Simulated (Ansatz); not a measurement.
A series in temperature on Cu

Results calculated with Ansatz 0.2.0, not measured. Harmonic vibrational free energy, entropy and heat capacity at constant volume, per atom, from the force constants of a q mesh, imaginary modes left out; plane waves with PAW datasets, Gamma-centred k mesh.

Structure of every row (space group Fm-3m, No. 225):
```
cell vectors (Å)
   0.0000     1.7476     1.7476
   1.7476     0.0000     1.7476
   1.7476     1.7476     0.0000
atoms (fractions of the cell vectors)
Cu  0.00000  0.00000  0.00000
```

Settings of every row: functional LDA; dispersion none; spin none; wave cutoff 420 eV; k mesh 20x20x20; occupations fermi dirac; smearing width 0.15 eV; volume over rest 0.98; phonon method linear response; q mesh 2x2x2.

Limits: coarse q mesh; metal sensitive to the k mesh.

```csv
row,temperature (K),phonon entropy (kB/atom),phonon heat capacity (kB/atom),phonon free energy (meV/atom)
1,200,2.488,2.559,17.1
2,300,3.578,2.791,-9.3
3,400,4.395,2.879,-43.8
4,500,5.042,2.922,-84.6
5,600,5.577,2.945,-130.4
6,700,6.033,2.96,-180.5
7,800,6.428,2.969,-234.2
8,900,?,?,?
9,1000,7.092,2.98,-350.9
```

Question: what phonon entropy and phonon heat capacity should row 8 give?

Worked fit of phonon entropy. Entropy rises as the heat capacity times the change of ln T, so take t = ln(T / 300 K). The shown rows have t = -0.4055, 0, 0.2877, 0.5108, 0.6931, 0.8473, 0.9808, 1.204. Least squares give phonon entropy = 3.5902 + 2.78033 × t + 0.1121 × t² kB/atom; a straight line predicts inner rows, each left out in turn, worse (root mean square 0.025 against 0.0089 kB/atom). The rows lie off it by 0.007, -0.012, -0.004, 0.002, 0.006, 0.007, 0.003, -0.008 (root mean square 0.0068 kB/atom), a smooth pattern that one more power would take up: the form is only approximate. The slope at t = 0, 2.78 kB/atom, estimates the heat capacity at 300 K. The withheld row has t = 1.0986, so the fit gives 3.5902 + 2.78033 × (1.0986) + 0.1121 × (1.0986)² = 6.780 kB/atom.

The calculation gave 6.779 kB/atom. The fit lies 0.001 kB/atom (0.022 % of the column's range) above it, one unit of the last digit.

Worked fit of phonon heat capacity. At high temperature a harmonic heat capacity falls short of its limit by a term in 1/T², so take t = (100 K / T)². The shown rows have t = 0.25, 0.11111, 0.0625, 0.04, 0.02778, 0.02041, 0.01562, 0.01. Least squares give phonon heat capacity = 2.9996 − 1.9751 × t + 0.852 × t² kB/atom; a straight line predicts inner rows, each left out in turn, worse (root mean square 0.0047 against 0.00055 kB/atom). All shown rows lie on it to the printed digit. The constant, 2.9996 kB/atom, is to be held against the harmonic limit of 3 k_B an atom. The withheld row has t = 0.01235, so the fit gives 2.9996 − 1.9751 × (0.01235) + 0.852 × (0.01235)² = 2.975 kB/atom.

The calculation gave 2.975 kB/atom. The fit meets it to the printed digit.

The other values of row 8: phonon free energy -291.2 meV/atom.
